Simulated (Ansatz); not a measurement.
SiC: the change of pressure and energy above lowest point with volume scale

Free energy against uniform scaling of the volume at fixed shape and fractions; periodic cell, basis, potentials, k mesh and filling as listed. The results are calculated, by Ansatz 0.2.0.

The cell before it is scaled or strained (space group P6_3mc, No. 186):
```
SiC
1.0
      3.0760     0.0000     0.0000
     -1.5380     2.6639     0.0000
      0.0000     0.0000     5.0480
Si C
2 2
Direct
  0.33333 0.66667 0.00000
  0.66667 0.33333 0.50000
  0.33333 0.66667 0.38500
  0.66667 0.33333 0.88500
```

Settings of every row: functional PBE; dispersion none; potentials PAW; wave cutoff 500 eV; density cutoff 2000 eV; k mesh 12x12x4; k shift 0x0x0; occupations fixed; smearing width 0 eV; spin none.

```csv
row,volume scale,V (Å³/atom),pressure (GPa),energy above lowest point (meV/atom)
1,0.88,9.1,40.77,158.3
2,0.92,9.514,?,?
3,0.96,9.927,13.74,22.1
4,1,10.341,3.7,0
5,1.04,10.755,-4.58,1.5
6,1.08,11.168,-11.38,22.4
7,1.12,11.582,-16.97,59.2
```

Question: what pressure and energy above lowest point should row 2 give?

Worked fit of pressure. Take u = (V_r/V)^(2/3) − 1 with V_r = 10.548 Å³ an atom, which is twice the finite (Eulerian) strain; such expansions in the strain, on which the Birch-Murnaghan equation of state is built, carry the rest volume and the bulk modulus. The shown rows have u = 0.10345, 0.04128, 0.0133, -0.01287, -0.03736, -0.06044. Least squares give pressure = −0.644 + 315.784 × u + 777.97 × u² + 379.4 × u³ GPa; a parabola predicts inner rows, each left out in turn, worse (root mean square 0.063 against 0.01 GPa). The rows lie off it by 0.00, 0.00, 0.01, 0.00, 0.00, 0.00. The pressure vanishes at u = 0.0020, or V = 10.52 Å³ an atom, and there the bulk modulus at fixed shape and fractions is B = −V dP/dV = (2/3)(1 + u) dP/du = 213 GPa. Letting shape and atoms relax would as a rule lower it, by much in layered, chain or molecular crystals. The withheld row has u = 0.0712, so the fit gives −0.644 + 315.784 × (0.0712) + 777.97 × (0.0712)² + 379.4 × (0.0712)³ = 25.92 GPa.

The calculation gave 25.94 GPa. The fit lies 0.02 GPa (0.035 % of the column's range) below it; its largest miss of a shown row is 0.01 GPa.

Worked fit of energy above lowest point. Take u = (V_r/V)^(2/3) − 1 with V_r = 10.548 Å³ an atom, which is twice the finite (Eulerian) strain; such expansions in the strain, on which the Birch-Murnaghan equation of state is built, carry the rest volume and the bulk modulus. The shown rows have u = 0.10345, 0.04128, 0.0133, -0.01287, -0.03736, -0.06044. Least squares give energy above lowest point = −1.86 − 66.26 × u + 15608.2 × u² meV/atom; a straight line predicts inner rows, each left out in turn, worse (root mean square 44 against 0.097 meV/atom). The rows lie off it by 0.0, 0.1, 0.0, -0.1, 0.0, 0.0. Its lowest point lies at u = 0.0021, or V = 10.51 Å³ an atom, and the curvature there gives the bulk modulus at fixed shape and fractions, B = (4/9)(1 + u)² E″(u)/V = 212 GPa. Letting shape and atoms relax would as a rule lower it, by much in layered, chain or molecular crystals. The withheld row has u = 0.0712, so the fit gives −1.86 − 66.26 × (0.0712) + 15608.2 × (0.0712)² = 72.5 meV/atom.

The calculation gave 72.8 meV/atom. The fit lies 0.3 meV/atom (0.19 % of the column's range) below it; its largest miss of a shown row is 0.1 meV/atom.
